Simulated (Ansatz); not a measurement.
# Telling isomers of Cl2FGeH3Si apart by their spectra

These gas-phase data were calculated for one isomer of Cl2FGeH3Si at PBE0-D3(BJ)/def2-SVP (harmonic, unscaled wavenumbers; equilibrium rotational constants with average atomic masses):

| Property | Result |
| --- | --- |
| rotational constants | 3.085, 0.7974, 0.6771 GHz |
| all wavenumbers above 1500 cm⁻¹ | 2284, 2181, 2169 |
| dipole moment | 1.64 D (PBE0/def2-TZVPD) |

Candidates:

(1) `F[Si](Cl)(Cl)[GeH3]`, a singlet
(2) `F[Si@H](Cl)[GeH2][Cl]`, a singlet

Problem. Which structure fits?

Solution. Candidate (2). 2 modes lie between 1900 and 2250 cm⁻¹, one for each Ge–H bond, while (1) has 3.

The same quantities for all candidates:

|  | rotational constants (GHz) | wavenumbers above 1500 cm⁻¹ | dipole (D) | E above the lowest, PBE0-D3(BJ)/def2-SVP (kcal/mol) |
| --- | --- | --- | --- | --- |
| (1) | 1.732, 0.997, 0.8194 | 2183, 2182, 2171 | 1.87 | 0.0 |
| (2) | 3.085, 0.7974, 0.6771 | 2284, 2181, 2169 | 1.64 | 9.2 |

Harmonic stretches to hydrogen usually lie a few per cent above observed fundamentals. Each candidate is one conformer. Programs: Ansatz 0.2.0.

The band at 2284 cm⁻¹ settles the choice: it is the Si–H stretch, which only (2) possesses. It lies above the Ge–H stretches mainly because the Si–H bond is stiffer; the heavier germanium barely changes the reduced mass, since hydrogen does most of the moving. Fluorine and chlorine on silicon probably stiffen that bond further. The rotational constants agree independently. In (1) three halogens crowd around silicon, well off the Si–Ge axis, whereas (2) has its heavy atoms strung out into a more elongated rotor, with a larger first constant and smaller second and third ones.

The assigned isomer is the less stable of the two, by 9.2 kcal/mol. This suggests that the gain from binding chlorine to silicon rather than germanium outweighs the loss of the stronger Si–H bond. The stretches alone would not fix the halogen positions in a wider search, because an isomer with fluorine on germanium and both chlorines on silicon would also have one Si–H and two Ge–H bonds.
